## Question

The molecule is 1,1,1-trifluoroheptane, a seven-carbon chain with CH₃ at one end and CF₃ at the other. Each of its four inner C–C bonds can be *anti* (torsion near 180°, chain straight) or *gauche* (torsion near ±60°, chain bent). The DFT energies are dispersion-corrected PBE0 values at GFN2-xTB geometries. The free energies add thermal terms from GFN2-xTB.

PySCF 2.14.0 and tblite 0.8.0: 1,1,1-trifluoroheptane without solvent, PBE0-D3(BJ)/6-31G(d) energies at GFN2-xTB geometries, at most ten conformers kept. Free energies and weights, at 298.15 K, include GFN2-xTB quasi-harmonic terms and count both forms of a marked mirror pair. Torsions are listed along the carbon chain from the CH₃ end.

| number | torsions in degrees | point group | mirror pair | GFN2-xTB energy above its lowest (kcal/mol) | DFT energy above the lowest (kcal/mol) | free energy above the lowest (kcal/mol) | weight (%) | dipole (D) |
| --- | --- | --- | --- | --- | --- | --- | --- | --- |
| 1 | (180,180,180,180) | Cs | no | 0.000 | 0.000 | 0.000 | 25.100 | 2.380 |
| 2 | (180,175,66,175) | C1 | yes | 0.350 | 0.450 | 0.170 | 18.700 | 2.420 |
| 3 | (67,175,179,180) | C1 | yes | 0.520 | 0.520 | 0.210 | 17.700 | 2.400 |
| 4 | (174,60,60,175) | C1 | yes | 0.730 | 0.590 | 0.700 | 7.600 | 2.370 |
| 5 | (60,62,174,179) | C1 | yes | 0.980 | 0.670 | 0.720 | 7.500 | 2.350 |
| 6 | (68,-179,-69,-175) | C1 | yes | 0.960 | 1.080 | 0.820 | 6.300 | 2.420 |
| 7 | (66,170,66,175) | C1 | yes | 0.790 | 0.940 | 0.870 | 5.800 | 2.430 |
| 8 | (66,175,173,68) | C1 | yes | 1.130 | 1.020 | 0.930 | 5.200 | 2.130 |
| 9 | (60,56,61,175) | C1 | yes | 1.200 | 0.810 | 1.210 | 3.200 | 2.380 |
| 10 | (-68,-176,174,69) | C1 | no | 1.100 | 0.980 | 1.310 | 2.800 | 2.150 |

(a) Compare rows 1 and 2. Which is more stable, and why is the lead in free energy so much smaller than in energy?

(b) Row 9 has three bends. Explain why its DFT energy is far below three times the cost of one bend.

(c) How safe are these orders, and what would reverse them?

## Model answer

**(a)** The straight chain, row 1, wins on both counts. Row 2, with one bend, lies 0.45 kcal/mol higher in DFT energy but only 0.17 kcal/mol higher in free energy.

The energy cost is the one known from butane. When a C–C bond turns from anti to gauche, the groups on either side of it come close, and their hydrogen atoms crowd each other. At the fluorinated end a fluorine atom comes close to a hydrogen atom instead, yet the cost seems similar. No row has a bend there alone, but rows 8 and 10, which add one to the bend at the CH₃ end, lie on average 0.48 kcal/mol above row 3. The bend at the CH₃ end itself costs 0.52 (row 3). The comparison with butane stops at a single bend, because butane has only one such torsion.

The free energy brings in a count of shapes. The straight chain is its own mirror image, whereas a bent chain can turn to the left or to the right. Row 2 therefore stands for two shapes of equal energy, which lowers its free energy by RT ln 2, or 0.41 kcal/mol at room temperature. That alone would nearly close the gap; the other thermal terms give 0.13 kcal/mol back to the straight chain.

**(b)** Bends that sit side by side do not simply add their costs. In row 9 the three gauche torsions follow one another and all turn the same way, so the chain winds into a short coil. Parts of the chain that were far apart now lie close enough to attract each other by dispersion, without the severe clash that neighbouring bends of opposite sense would cause. This explanation is argued, not shown: the table gives only the total energy.

A simple count captures the effect. Let every bend cost the same energy, and let every pair of neighbouring bends earn a fixed discount. Fitted to the DFT energies of all ten rows, the cost is 0.50 and the discount 0.35 kcal/mol. Row 9 has three bends and two neighbouring pairs:

3 × 0.50 − 2 × 0.35 = 0.80 kcal/mol

The table has 0.81. Row 9 was part of the fit, so this agreement shows that the count is consistent, not that it predicts. Without the discount, the best single cost per bend is 0.40 kcal/mol, which puts row 9 at 1.20. The count does least well for row 6, which it places 0.08 kcal/mol too low. The fits are in the output printed after this text.

**(c)** For rows 1 and 2, the energy order is fairly safe. GFN2-xTB also puts the straight chain lower, by 0.35 kcal/mol, and the noise of the relative energies is only some hundredths. That figure does not cover systematic errors of the functional and the basis set, but these would have to reach 0.45 kcal/mol to reverse the order. The free-energy order is not safe, because an error of 0.17 kcal/mol, in the energies or in the thermal terms, would overturn it. Using the GFN2-xTB energy in place of the DFT energy already cuts the lead to 0.07.

Heating should also reverse the free-energy order, since the gain from having two mirror images grows with temperature. Two crude extrapolations, which treat the other thermal terms differently, put the crossing at about 420 and 480 K. These temperatures inherit the uncertainty of the energies: a bend cheaper by 0.1 kcal/mol would lower them by 70 K or more.

The standing of the coil is less secure still. In DFT energy, row 9 lies below every row with two separated bends (rows 6, 7, 8 and 10). In GFN2-xTB energy it lies above them all, at 1.20 kcal/mol. The discount for neighbouring bends depends on the method too: rows 4 and 5 lie on average 0.38 kcal/mol below the rows with two separated bends in DFT energy, but only 0.14 below them in GFN2-xTB energy. Part of the low DFT energy of row 9 may be an artefact of the small basis set, in which atoms that come close borrow each other's basis functions and make compact shapes look too stable. That share was not tested.

Thermal terms reverse the coil's place even when the DFT energies are kept. Before the credit for its mirror image, they raise row 9 by 0.81 kcal/mol relative to the straight chain, far more than they raise row 2. Part of the reason is probably that a coil has less room for soft, wide bending and twisting motions. Zero-point energy and the rotation of the whole molecule also enter this sum, however, and the table does not separate them. Row 9 thus ends about 0.33 kcal/mol above the average free energy of the rows with two separated bends, once row 10 is corrected as described below.

## Remarks on the reasoning

**"Most stable" does not mean "most of the sample".** The straight chain has 2.7 times the weight of either mirror image of row 2 taken alone. Yet rows 2 and 3 together, with both mirror images of each, outweigh it by a factor of 1.45. A good answer says whether it compares single shapes or whole families of shapes.

**The percentages are less reliable than the ratios.** A single bend can sit at any of four places along the chain, and the conformer set covers two of them. If the other two weighed as much as rows 2 and 3 do on average, the share of the straight chain would fall from 25% to about 18%. Some shapes with two bends are missing as well, and they would lower it further. The lead of the straight chain over row 2 would not change.

**Row 10 needs a correction.** Its two ends differ and its chain is twisted, so it has a distinct mirror image, but the calculation did not count it. With the same 0.41 kcal/mol credit as the other bent rows, its free energy drops from 1.31 to 0.90 kcal/mol. It then lies beside row 8, as its DFT energy suggests it should.

The analysis program printed:

```
Energies in kcal/mol and corrected weights:
  row  bends  neighbouring pairs  thermal term without mirror term  free energy with row 10 corrected  same with GFN2-xTB energy  corrected weight in %
    1      0                   0                                 0                                  0                          0                  24.43
    2      1                   0                            0.1307                               0.17                       0.07                  18.34
    3      1                   0                            0.1007                               0.21                       0.21                  17.14
    4      2                   1                            0.5207                                0.7                       0.84                  7.496
    5      2                   1                            0.4607                               0.72                       1.03                  7.247
    6      2                   0                            0.1507                               0.82                        0.7                  6.121
    7      2                   0                            0.3407                               0.87                       0.72                  5.626
    8      2                   0                            0.3207                               0.93                       1.04                  5.084
    9      3                   2                            0.8107                               1.21                        1.6                  3.169
   10      2                   0                              0.33                             0.8993                      1.019                  5.354
fit of edft on 10 rows: coefficient of ng 0.4996 +/- 0.011, coefficient of nadj -0.3527 +/- 0.027; rms 0.0421, worst 6 -0.0807, leave-one-out rms 0.0538
fit of edft on 10 rows: coefficient of ng 0.3989 +/- 0.036; rms 0.202, worst 9 0.387, leave-one-out rms 0.244
fit of th on 10 rows: coefficient of ng 0.1403 +/- 0.014, coefficient of nadj 0.1999 +/- 0.034; rms 0.0532, worst 6 0.13, leave-one-out rms 0.0677
Mirror-image term RT ln 2 in kcal/mol: 0.4107
Weight of row 1 over weight of one mirror image of row 2: 2.684
Weight of rows 2 and 3 together over weight of row 1: 1.45
Share of row 1 in % if two missing one-bend pairs weigh as the mean of rows 2 and 3: 18.03
Temperature in K where row 2 meets row 1, other thermal term held fixed: 421.6
Temperature in K where row 2 meets row 1, other thermal term growing with temperature: 479.2
DFT cost of a CF3-end bend, mean of rows 8 and 10 less row 3, in kcal/mol: 0.48
Two separated less two neighbouring bends, DFT energy in kcal/mol: 0.375
Two separated less two neighbouring bends, GFN2-xTB energy in kcal/mol: 0.14
Two separated less two neighbouring bends, corrected free energy in kcal/mol: 0.1698
Two separated less two neighbouring bends, free energy with GFN2-xTB energies in kcal/mol: -0.06517
Row 9 less mean of two separated bends, DFT energy in kcal/mol: -0.195
Row 9 less mean of two separated bends, corrected free energy in kcal/mol: 0.3302
```
